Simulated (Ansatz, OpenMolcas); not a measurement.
## AlH3 (SMILES [H][Al]([H])[H]): the vertical energy of the triplet above the singlet, rung by rung

AlH3 has 4 atoms, charge 0, and is taken as a singlet. As SMILES, `[H][Al]([H])[H]`. Geometry: a GFN2-xTB relaxation, a rough one for these elements and not checked as a minimum.

```xyz
4

Al    0.0000    0.0000    0.0000
H     1.5527   -0.0305    0.0146
H    -0.7498    1.3598   -0.0191
H    -0.8028   -1.3293    0.0045
```

Each level gives the vertical energy of the triplet above the singlet (eV). The values are calculated.

```
                            level                   kind     program  value (eV)  less FCI/3-21G  CPU time (all runs)
                        PBE/3-21G                    GGA      Ansatz        4.61           -0.45                3.6 s
                    r2SCAN0/3-21G        hybrid meta-GGA      Ansatz        4.89           -0.17                 11 s
                CASSCF(6,7)/3-21G         multireference  OpenMolcas        5.10           +0.04                5.8 s
         MC-PDFT[tPBE](6,7)/3-21G         multireference  OpenMolcas        4.97           -0.09                6.1 s
                    CCSD(T)/3-21G  coupled cluster or CI      Ansatz        5.07           +0.01               0.36 s
                   CCSDT(Q)/3-21G  coupled cluster or CI      Ansatz        5.05           -0.01               0.82 s
                      CCSDT/3-21G  coupled cluster or CI      Ansatz        5.05           -0.01               0.73 s
FCI/3-21G, open shells restricted     exact in the basis  OpenMolcas        5.06            0.00                8.3 s
                        FCI/3-21G     exact in the basis      Ansatz        5.06            0.00                1.8 s
```

FCI/3-21G, open shells restricted is exact within its basis and frozen core, so for wave-function methods in that basis the difference is their error; functionals converge differently with the basis, so for them it is only a difference. The values span 4.61 to 5.10 eV. A triplet this far above the singlet is often a Rydberg-like or dissociative state; sets without diffuse functions put Rydberg states too high. All rows use very small basis sets, so even the best lies far from the true value. Times are those of the runs behind each value, whatever else they computed, on shared processors of several kinds: orders of magnitude only.

The coupled-cluster values all fall within 0.01 eV of full CI, so connected triples or their perturbative estimate already capture the correlation that matters for this gap. This suggests that a single configuration dominates both states. CASSCF(6,7), whose active space matches the full valence shell, is only 0.04 eV too high, so correlation beyond that space largely cancels between singlet and triplet. PBE gives the smallest gap at 4.61 eV and r2SCAN0 comes closer to full CI, probably because the two functionals balance exchange and correlation differently between paired and parallel spins.

In planar AlH3 the highest occupied orbitals are Al–H bonding and weighted towards the more electronegative hydrogen, while aluminium keeps an empty out-of-plane 3p orbital, the source of its Lewis acidity. The triplet probably moves an electron from the former to the latter, which costs bonding energy and shifts charge back to the metal. Such a hole in a degenerate bonding pair would favour a Jahn–Teller distortion, so the vertical gap doesn't give the energy of the relaxed triplet.
